## Where the radical gives and takes an electron

A radical seems to have one obvious place for gaining or losing an electron: the atom that carries the unpaired one. In CH₃–N–SiH₂–NH–CH₃ this is formally N2, the nitrogen without a hydrogen. A half-filled orbital can be emptied or filled, so N2 should lead in both processes, and the second nitrogen, N4, should look on. The density-functional results bear this out for attachment only.

Hirshfeld-condensed Fukui functions of the neutral doublet radical CH₃–N–SiH₂–NH–CH₃, calculated with PySCF 2.14.0 at the BP86/cc-pVDZ level for the isolated molecule in its GFN2-xTB geometry. Electron removal (minus) and attachment (plus) are vertical, and both ions are singlets.

| row | fukui minus (e) | computed element | fukui plus (e) |
| --- | --- | --- | --- |
| 1 | 0.064 | C | 0.061 |
| 2 | 0.142 | N | 0.269 |
| 3 | 0.096 | Si | 0.151 |
| 4 | 0.144 | N | 0.030 |
| 5 | 0.054 | C | 0.023 |
| 6 | 0.058 | H | 0.074 |
| 7 | 0.081 | H | 0.093 |
| 8 | 0.051 | H | 0.058 |
| 9 | 0.052 | H | 0.066 |
| 10 | 0.046 | H | 0.064 |
| 11 | 0.048 | H | 0.026 |
| 12 | 0.054 | H | 0.032 |
| 13 | 0.037 | H | 0.019 |
| 14 | 0.072 | H | 0.033 |

Fukui minus, $f^-_A$, is the number of electrons that atom $A$ loses when one electron is removed from the molecule. Fukui plus, $f^+_A$, is the number that it gains when one is added. Both are taken at fixed geometry, with the density divided among the atoms by the Hirshfeld scheme. On removal, N2 and N4 lose the same amount within 0.002 e. On attachment, N2 gains 0.269 e and N4 only 0.030 e.

### One rigid orbital is not enough

The naive picture can be put to a test without any fitted parameter. Let the electron leave from, or enter, one and the same orbital, and let all other electrons stay where they are. If $w_A$ is the share of this orbital on atom $A$, then

$$f^-_A = f^+_A = w_A ,$$

and the two columns of the table should agree row by row. Their disagreement is measured by

$$D = \tfrac{1}{2}\sum_A \left| f^+_A - f^-_A \right| .$$

Since both columns have the same sum, $D$ is simply the charge that sits on different atoms in the two processes. The atoms of the NH–CH₃ end all take less than they give, together 0.409 − 0.163 = 0.246 e. The only other atom that does so is C1, by 0.003 e, which brings $D$ to 0.249 e. The rigid orbital thus misplaces a quarter of an electron, and it does so in an orderly way: from the amine end towards N2 and silicon. The printed output after this section gives the differences atom by atom and the sums by group.

The other electrons do rearrange. The density of a single orbital is positive everywhere, yet the calculated density differences contain regions of opposite sign, amounting to about a fifth of an electron for removal and rather more than a quarter for attachment. Ordinary polarisation, however, would not by itself separate the columns. If it is proportional to the added or removed charge, it changes sign with that charge and alters both columns alike. A likelier explanation lies in something that differs in kind between the two ions.

### A vacancy in one ion, a full shell in the other

That difference is the occupation of the p orbital at N2. In an aminyl radical this orbital stands upright on the plane of the two bonds to nitrogen and holds one electron. N4 has a p-type orbital too, but it already holds a lone pair.

An added electron therefore finds room at N2, where it pairs with the electron already present and makes the nitrogen amide-like. N4 has no low-lying vacancy to offer. The atomic charges show the result: in the neutral radical N2 is slightly less negative than N4, whereas in the anion it is more negative by 0.202 e. N2 still gains far less than a whole electron, because its new charge pushes other electrons outwards and because the Hirshfeld scheme credits part of the density around an atom to its neighbours.

Removal to a singlet cation formally leaves the p orbital at N2 empty, and an empty orbital on an electronegative atom attracts density from filled orbitals nearby. The lone pair of N4 is the best donor at hand, and the bonds to hydrogen can help. What N2 has lost is then partly replaced, and N4 shows a loss although the electron did not formally come from it. This would account for the tie between the nitrogens.

The two nitrogens together take part almost equally in both processes, with 0.286 e on removal and 0.299 e on attachment. What changes is the division between them. Had the half-filled orbital of the neutral radical simply extended over both nitrogens, N4 should also have received a good share of the added electron. Its small gain suggests that the two nitrogen orbitals mix strongly only in the cation. Even a modest mixing can then produce a tie. The empty orbital of the singlet lacks a pair of electrons, so any part of it that lies on N4 counts twice as a loss there, whereas N2 lacked one electron from the start.

Donation from N4 remains an argument from orbital occupations, because the table shows densities and not orbitals. One could equally say that the electron leaves a filled orbital in which N4 already has a part; the finished ion would be the same. Two features of the calculation also bear on the tie. Semilocal functionals such as the one used here tend to spread a positive charge too widely, which could exaggerate the share of N4. The cation was also calculated as a singlet, with all electrons paired. Simple cations with a two-coordinate nitrogen often prefer a triplet, in which the p orbital at N2 would not be empty, so the tie belongs to the singlet and need not hold for the lowest state of the cation.

### Why silicon comes second on attachment

Silicon and C1 are both bound to N2, but they respond very differently to an added electron. Si3 gains 0.151 e, about two and a half times as much as C1. Silicon is the more electropositive atom and starts with a clear positive charge, so density is readily drawn towards it from a neighbouring nitrogen that has become negative. The antibonding orbitals of its bonds to hydrogen, which point out of the plane of the heavy atoms, can also accept some density from the filled p orbital at N2. The bond from silicon to N4 lies in that plane, where this p orbital has its node, and can hardly take part.

The whole SiH₂ group follows this pattern, with a share that rises from 0.194 e on removal to 0.281 e on attachment. The acceptor role alone does not explain this rise. The half-filled orbital already donates to the group, so removing its electron takes away about as much donation as a second electron adds. Two other effects point in the right direction. The amine end takes little of the added electron and leaves more for the other groups, and a full orbital is expected to donate more per electron, because repulsion raises its energy. The methyl group at N2 takes about as much of the added electron, 0.286 e, but its share on removal is already 0.254 e. The size of silicon's share is less certain as a measure of bonding, because the Hirshfeld scheme gives a large atom much of the density in its surroundings.

The attachment results also call for some caution over small differences. The anion is lower in total energy than the neutral radical by 0.942 eV, but its highest occupied orbital has a positive energy, and the basis has no diffuse functions for a loosely held electron. The contrast between the two nitrogens is the firm part of this column; the order of atoms with nearly equal values is not.

### The uneven hydrogens

The hydrogens together carry about half of the charge change in either process. This does not make them the reactive sites. There are nine of them, they lie on the outside of the molecule, and the Hirshfeld scheme assigns them part of the density that spreads from the heavier atoms. Their differences within one group are more telling than their sum.

In the methyl group at N2 the order is H7, H6, H8 in both columns. It is also the order of their distance from the plane of the heavy atoms, which is nearly flat. A C–H bond that points out of this plane overlaps best with the upright p orbital at N2 and can exchange density with it, an effect known as hyperconjugation. Three atoms in one conformer suggest this cause but do not prove it.

The methyl group at N4 follows the rule only in part. H14, which stands farthest from the plane, clearly loses the most on removal, as the rule requires. H12 and H13 are nearly equal in height, yet H12 has the larger value in both columns. Height above the plane is thus a guide to the most strongly coupled hydrogen, not a complete ordering.

### Meaning for precursor chemistry

Aminosilanes serve as precursors for silicon nitride and silicon oxide films in electronic devices, and a radical of this type results when one N–H hydrogen is lost. An electron donated to such a fragment would settle mainly on the bare nitrogen and the two groups bound to it, CH₃ and SiH₂. An electron withdrawn from it would be drawn from the whole chain, with both nitrogens contributing alike, provided that the cation is a singlet. These are responses of an isolated molecule whose atoms have not yet moved, so they describe the first shift of charge and not the course of a surface reaction.

The same reasoning can be applied to a related radical by treating the two processes separately. For attachment, the question is which atom has a half-filled orbital and which neighbour can accept density from it once it is full. For removal to a singlet cation, it is which lone pairs and bonds can feed the orbital once it is empty. In the molecule studied here, the unpaired electron marks the site well in the first case, but only partly in the second.

Numerical output:

```
Atom by atom:
  row  plus less minus (e)  charge in cation (e)  charge in anion (e)  height over skeleton (A)
    1               -0.003                  0.01               -0.115                         0
    2                0.127                -0.024               -0.435                      0.01
    3                0.055                 0.426                0.179                      0.01
    4               -0.114                -0.059               -0.233                      0.05
    5               -0.031                     0               -0.077                         0
    6                0.016                 0.097               -0.035                      0.65
    7                0.012                 0.138               -0.036                      1.02
    8                0.007                 0.085               -0.024                       0.3
    9                0.014                -0.041               -0.159                      1.15
   10                0.018                -0.056               -0.166                      1.21
   11               -0.022                 0.158                0.084                       0.3
   12               -0.022                  0.09                0.004                      0.47
   13               -0.018                 0.076                 0.02                      0.54
   14               -0.039                 0.097               -0.008                      1.02
N4 less N2, fukui minus (e): 0.002
N2 over N4, fukui plus (ratio): 8.967
Si3 over C1, fukui plus (ratio): 2.475
Both nitrogens together, fukui minus (e): 0.286
Both nitrogens together, fukui plus (e): 0.299
Methyl group at N2, fukui minus (e): 0.254
Methyl group at N2, fukui plus (e): 0.286
SiH2 group, fukui minus (e): 0.194
SiH2 group, fukui plus (e): 0.281
CH3-N2 end, fukui minus (e): 0.396
CH3-N2 end, fukui plus (e): 0.555
NH-CH3 end, fukui minus (e): 0.409
NH-CH3 end, fukui plus (e): 0.163
Failure of the one-orbital picture, half the summed absolute difference (e): 0.249
All hydrogens, fukui minus (e): 0.499
All hydrogens, fukui plus (e): 0.465
Charge of N2 less charge of N4, neutral (e): 0.037
Charge of N2 less charge of N4, cation (e): 0.035
Charge of N2 less charge of N4, anion (e): -0.202
```
